**Question.** Deuterium anneals make transistors more robust against hot-carrier damage, and I am told this is too large to be an ordinary thermal isotope effect of Si–H against Si–D. How does one derive the thermal ratio $k_H/k_D$? I have seen "$\sqrt2$ at high temperature" and "exponential in the zero-point energy" quoted. How do the two fit together, and what comes out for the N–H bonds in my silicon nitride spacer, whose stretch typically sits near 3350 cm$^{-1}$?

---

**Answer.** Both are limits of one formula. If breaking the bond removes one vibration and changes nothing else that depends on the isotope,

$$\frac{k_H}{k_D}=\frac{\sinh(\hbar\omega_H/2k_BT)}{\sinh(\hbar\omega_D/2k_BT)},\qquad \frac{\omega_H}{\omega_D}=\sqrt{\frac{\mu_D}{\mu_H}}\equiv r .$$

## Premises and conventions

1. **Born–Oppenheimer.** H and D move on the same potential $V$, in one electronic and charge state. Geometries, force constants and the barrier $V^\ddagger$ (saddle minus minimum of $V$, no zero-point energy) are isotope independent.
2. **Equilibrium.** The vibrations of the intact bond are Boltzmann populated at the lattice temperature $T$.
3. **No recrossing, no tunnelling.** Every trajectory that crosses the dividing surface through the saddle outwards breaks the bond, and motion across it is classical.
4. **Harmonic.** $V$ is quadratic near the minimum and near the saddle.
5. **Anchored defect.** $N$ mobile atoms sit in a rigid frame, so there are $3N$ vibrations and no free translation or rotation.
6. **One mode lost.** This is stated in step 4.

I write $\beta=1/k_BT$ and $u=\beta\hbar\omega$, and quote $\omega$ as a wavenumber, so that $u=hc\tilde\nu/k_BT$. "H" and "D" label the whole system with the one atom exchanged.

## Step 1: the rate

Let $s$ be the unstable normal coordinate at the saddle, with momentum $p$ and mass $m_s$, and put the dividing surface at $s=0$. By premises 2 and 3 the rate is the equilibrium one-way flux through $s=0$ divided by the population of the well. By premise 4, $s$ separates from the other $3N-1$ coordinates at the saddle. The phase-space density along $s$ is $ds\,dp/h$ and the velocity is $p/m_s$, so $s$ contributes

$$\frac1h\int_0^\infty \frac{p}{m_s}\,e^{-\beta p^2/2m_s}\,dp=\frac{k_BT}{h}.$$

The mass $m_s$ cancels. This is why no separate "attempt frequency" ratio multiplies the final result. The bound modes enter by their state sums, and

$$k=\frac{k_BT}{h}\,\frac{Q^\ddagger}{Q}\,e^{-\beta V^\ddagger},$$

where $Q$ covers the $3N$ modes of the well and $Q^\ddagger$ the $3N-1$ stable modes of the saddle, each counted from the bottom of its potential.

## Step 2: one oscillator

With levels $\hbar\omega(n+\tfrac12)$ the geometric series gives

$$q=\sum_{n=0}^\infty e^{-u(n+1/2)}=\frac{e^{-u/2}}{1-e^{-u}}=\frac{1}{2\sinh(u/2)}.$$

Hence

$$k=\frac{k_BT}{h}\,e^{-\beta V^\ddagger}\,\frac{\prod_{i=1}^{3N}2\sinh(u_i/2)}{\prod_{j=1}^{3N-1}2\sinh(u^\ddagger_j/2)}.$$

## Step 3: the isotope ratio and its classical limit

By premise 1 the factor in front cancels between H and D:

$$\frac{k_H}{k_D}=\prod_{i=1}^{3N}\frac{\sinh(u_{i,H}/2)}{\sinh(u_{i,D}/2)}\;\prod_{j=1}^{3N-1}\frac{\sinh(u^\ddagger_{j,D}/2)}{\sinh(u^\ddagger_{j,H}/2)}.\tag{A}$$

This is Bigeleisen's expression for an anchored system. Its high-temperature limit can be found without premise 6. For $u\to0$ each $\sinh$ becomes its argument, so (A) turns into ratios of frequency products. The squared frequencies are the eigenvalues of $\mathsf M^{-1}\mathsf K$, with $\mathsf K$ the force-constant matrix and $\mathsf M$ the diagonal mass matrix, so $\prod_i\omega_i^2=\det \mathsf K/\det \mathsf M$. Only three entries of $\mathsf M$ change, which gives the Teller–Redlich product rule

$$\prod_{i=1}^{3N}\frac{\omega_{i,H}}{\omega_{i,D}}=\left(\frac{m_D}{m_H}\right)^{3/2}.$$

The same holds at the saddle if the unstable mode, $\omega^2=-\omega_b^2$, is included. Dividing the two statements leaves Vineyard's result (1957):

$$\frac{k_H}{k_D}\;\to\;\frac{\omega_{b,H}}{\omega_{b,D}}\qquad(T\to\infty).$$

This ratio is bounded. The Rayleigh principle gives $\omega_b^2=\max_x\,(-x^{T}\mathsf K^\ddagger x)/(x^{T}\mathsf Mx)$, and the maximum is taken where the numerator is positive. For every $x$, $x^T\mathsf M_Hx\le x^T\mathsf M_Dx\le (m_D/m_H)\,x^T\mathsf M_Hx$. Therefore

$$1\le \frac{\omega_{b,H}}{\omega_{b,D}}\le\sqrt{\frac{m_D}{m_H}} .$$

So "$\sqrt2$" is the ceiling of the classical effect, reached only if hydrogen alone moves along $s$.

## Step 4: one mode lost

**Premise 6.** One mode of the well, of frequency $\omega_H$ or $\omega_D$, becomes the unstable coordinate. The other $3N-1$ modes pair off with the saddle modes such that each pair cancels in (A). A pair cancels if its frequency is the same in the well and at the saddle, or if it has no isotope shift in either.

One factor survives:

$$\boxed{\;\frac{k_H}{k_D}=\frac{\sinh(u_H/2)}{\sinh(u_D/2)}=e^{(u_H-u_D)/2}\,\frac{1-e^{-u_H}}{1-e^{-u_D}}\;}\tag{B}$$

The second form follows from $2\sinh(u/2)=e^{u/2}(1-e^{-u})$. It splits the effect into a zero-point factor and a factor from thermal excitation.

## Step 5: the frequency ratio

An X–H stretch lies far above the host vibrations, so during one period the partner atom X, of mass $M$, recoils almost as a free particle. For two masses joined by a spring $f$, the matrix $\mathsf M^{-1}\mathsf K$ has one zero eigenvalue, and the other equals its trace, $f(1/m+1/M)=f/\mu$ with $\mu=mM/(m+M)$. Since $f$ is isotope independent,

$$r=\frac{\omega_H}{\omega_D}=\sqrt{\frac{\mu_D}{\mu_H}}=\sqrt{\frac{m_D}{m_H}}\,\sqrt{\frac{M+m_H}{M+m_D}} .$$

To judge the free-recoil step, tie X to the frame by a spring $M\omega_0^2$. In mass-weighted coordinates the stretch has weight $m/(m+M)=\mu/M$ on X, so first-order perturbation theory adds $\omega_0^2\mu/M$ to $\omega^2$, a relative frequency shift

$$\frac{\delta\omega}{\omega}=\frac{\mu}{2M}\left(\frac{\omega_0}{\omega}\right)^2 .$$

The factor $\sqrt{(M+m_D)/(M+m_H)}$ by which $r$ falls short of the ceiling is not lost. The product rule puts it into the slow host motion, in which hydrogen rides along on X and adds its mass.

## Step 6: limits and temperature dependence

**High temperature**, $u_H\ll 1$. From $\sinh x=x(1+x^2/6+\dots)$ with $x=u/2$,

$$\frac{k_H}{k_D}= r\left[1+\frac{u_H^2-u_D^2}{24}+\dots\right].$$

The limit is $r$, inside the bounds of step 3. Premise 6 thus implies $\omega_{b,H}/\omega_{b,D}=r$.

**Low temperature**, $e^{-u_D}\ll1$. The last factor of (B) is $1+e^{-u_D}+\dots$, and

$$\frac{k_H}{k_D}\to\exp\!\left[\frac{\hbar\omega_H-\hbar\omega_D}{2k_BT}\right]=\exp\!\left[\frac{\hbar\omega_H}{2k_BT}\Big(1-\frac1r\Big)\right].$$

No factor $r$ stands in front. In this regime each rate is $(k_BT/h)\exp[-\beta(V^\ddagger-\hbar\omega/2)]$ times common factors: hydrogen starts higher in the well and the prefactors are equal.

**In between.** The difference of Arrhenius activation energies, $E=-\,d\ln k/d\beta$, is

$$E_D-E_H=\frac{d}{d\beta}\ln\frac{k_H}{k_D}=\frac{\hbar\omega_H}{2}\coth\frac{u_H}{2}-\frac{\hbar\omega_D}{2}\coth\frac{u_D}{2}.$$

The function $x\coth x$ increases, because its derivative is $(\sinh 2x-2x)/(2\sinh^2x)>0$. So $E_D>E_H$ at every temperature, and the ratio falls monotonically towards $r$ on heating. Any mechanism that acts as a raised effective temperature of the bond, common to H and D, makes the isotope effect smaller.

**From rates to lifetimes.** If sites $j$ break by first-order kinetics, $N(t)=\sum_j(1-e^{-k_jt})$, and deuterium divides every $k_j$ by the same ratio $\rho=k_H/k_D$, then $N_D(t)=N_H(t/\rho)$. The time to a fixed damage level grows by $\rho$ whatever the spread of barriers. If $N\propto t^n$, the damage at fixed time falls only by $\rho^{\,n}$.

## Range of validity

(B) is neither an upper nor a lower bound. The neglected terms are these.

- **Bends (premise 6).** Hydrogen also carries two bending modes. If one of them goes soft at the saddle while keeping the isotope ratio $r$, its saddle factor in (A) tends to $1/r$, and (B) is multiplied by $B=\sinh(u_{\rm bend,H}/2)/[\,r\sinh(u_{\rm bend,D}/2)]>1$. A bend that stiffens gives a factor below one.
- **Which mode is lost.** If hydrogen leaves sideways, keeping its stretch up to the saddle, the bend frequency belongs in (B) and the effect is much smaller. If $s$ is heavy-atom motion and no hydrogen mode changes, the ratio is near one.
- **Host mode.** If hydrogen has decoupled from X at the saddle, the riding shift of step 5 no longer cancels. It contributes one more $\sinh$ ratio, with frequency ratio $\sqrt{(M+m_D)/(M+m_H)}$.
- **Tunnelling (premise 3).** A parabolic barrier transmits with $P=1/(1+e^{-2\pi\epsilon/u_b})$, where $\epsilon=\beta(E-V^\ddagger)$ and $u_b=\beta\hbar\omega_b$. Replacing the classical step function by $P$ multiplies $k$ by
$$\kappa=\int_{-\infty}^{\infty}\frac{e^{-\epsilon}\,d\epsilon}{1+e^{-2\pi\epsilon/u_b}}=\frac{u_b/2}{\sin(u_b/2)},$$
as the substitution $t=e^{-2\pi\epsilon/u_b}$ and $\int_0^\infty t^{a-1}(1+t)^{-1}dt=\pi/\sin\pi a$ with $a=u_b/2\pi$ show. It converges for $T>T_c=\hbar\omega_b/2\pi k_B$ and diverges at $T_c$, so it overshoots near there. Well below $T_c$, (B) fails altogether.
- **Anharmonicity (premise 4).** For Morse levels $\omega_e(n+\tfrac12)-\chi(n+\tfrac12)^2$ the infrared fundamental is $\omega_e-2\chi$ and the zero-point energy is $\omega_e/2-\chi/4$, with $\omega_e\propto\mu^{-1/2}$ and $\chi\propto\mu^{-1}$. Compared with putting the fundamental into (B), the zero-point difference grows by $\chi[(1-1/r)-(1-1/r^2)/4]$.
- **Equilibrium and elementary step (premises 1 and 2).** (B) says nothing if carriers pump the vibration faster than it relaxes, if the bond breaks on an excited or recharged surface, or if diffusion, retrapping or H$_2$ formation limits what is observed.

## Numbers: N–H in silicon nitride, with Si–H beside it

Assumed inputs. Isotopic masses in u: H 1.00783, D 2.01410, $^{14}$N 14.00307, $^{28}$Si 27.97693. Typical wavenumbers in cm$^{-1}$: N–H stretch 3350, N–H bend 1180, Si–N host mode 850, N–H anharmonicity $\chi=80$, Si–H stretch 2100, Si–H bend 630. The barrier frequency $\omega_{b,H}=1000$ cm$^{-1}$ is an illustrative assumption. Bends and $\omega_b$ are scaled with the same $r$ as the stretch. Intermediate values were carried unrounded.

| | N–H(D) | Si–H(D) |
|---|---|---|
| $\mu_H$ (u) | 0.9402 | 0.9728 |
| $\mu_D$ (u) | 1.7608 | 1.8788 |
| $r$ | 1.369 | 1.390 |
| $\omega_D$ (cm$^{-1}$) | 2448 | 1511 |
| $(\omega_H-\omega_D)/2$ (cm$^{-1}$) | 451 | 294 |
| the same in meV | 55.9 | 36.5 |

The ceiling is $\sqrt{m_D/m_H}=1.414$, which exceeds $r$ for nitrogen by the factor 1.033. The tether shift of step 5, with 850 cm$^{-1}$ for $\omega_0$, is 0.2 % for N–H and 0.8 % for N–D.

At 300 K, $k_BT=208.5$ cm$^{-1}$, so $u_H/2=8.033$ and $u_D/2=5.870$ for nitrogen. The difference is 2.163, and its exponential is 8.70.

| $T$ (K) | N–H, (B) | N–H, low-$T$ form | Si–H, (B) |
|---|---|---|---|
| 300 | 8.70 | 8.70 | 4.1 |
| 400 | 5.07 | 5.07 | 2.9 |
| 700 | 2.54 | 2.53 | 1.9 |
| 1100 | 1.86 | 1.80 | 1.6 |

The third figure only serves to show where the two forms part. Since $\hbar\omega_H/k_B=4820$ K, the classical limit 1.369 is out of reach in the solid, and $k_H/k_D\approx\exp(649\ {\rm K}/T)$ describes (B) over the whole table to a few per cent.

The neglected terms, as factors multiplying the N–H result:

| term | 300 K | 700 K |
|---|---|---|
| one bend gone soft, $B$ | 1.59 | 1.11 |
| tunnelling, $\kappa_H/\kappa_D$ | 2.0 | 1.09 |
| anharmonicity (12 cm$^{-1}$ more) | 1.06 | 1.03 |
| host mode decoupled | 1.07 | 1.04 |
| all four | 3.6 | 1.3 |

Here $T_c=229$ K. Room temperature is only $1.3\,T_c$, so $\kappa_H=3.5$ and $\kappa_D=1.8$ are rough. With all four factors the ratio rises to 31 at 300 K and 3.3 at 700 K. If instead the bend is the lost mode, it is 2.2 at 300 K and 1.5 at 700 K. At room temperature the corrections rival the effect, while at anneal temperatures the model brackets it within 1.5 to 3.3. These are the model's numbers for the inputs above, not properties of a given nitride film.

**Hot carriers.** For Si–H the model gives 4.1 at 300 K with the stretch lost, 1.6 with the bend lost, and less in a warm device. As typical knowledge rather than a measurement, deuterium anneals lengthen hot-carrier lifetimes by something like 10 to 50, so the stretch model falls short by a factor of roughly 2 to 12 and would need 184 K to reach even 10. Soft bends and tunnelling could narrow this gap, as the N–H table shows, so the ratio alone is only suggestive. The absolute rate is the firmer argument. With a typical activation energy of 2.5 eV for Si–H dissociation in place of $V^\ddagger-\hbar\omega_H/2$, and the remaining partition-function factors set to one, $k=(k_BT/h)e^{-E/k_BT}$ is $6\times10^{-30}$ s$^{-1}$ at 300 K, against $1.5\times10^{-5}$ s$^{-1}$ at 700 K. Bonds that break during room-temperature stress are not breaking from a Boltzmann distribution at the lattice temperature, so premise 2 or premise 1 fails. Uniform vibrational heating cannot rescue a large ratio either, by the monotonicity of step 6.

What can differ strongly between the isotopes is the vibrational lifetime, as Van de Walle and Jackson argued in 1996. Scaling the Si–H bend gives 453 cm$^{-1}$ for Si–D. The zone-centre optical phonon of silicon, the top of its phonon spectrum, is at 517 cm$^{-1}$ (compiled value at 300 K, Ioffe Institute). The Si–D bend then lies inside the host band, where it mixes with lattice modes, which also makes the simple scaling approximate, and sheds its energy quickly. The Si–H bend lies above the band and must emit at least two phonons. Under repeated carrier impacts the two bonds then reach different vibrational populations, an effect that has no place in (A) or (B).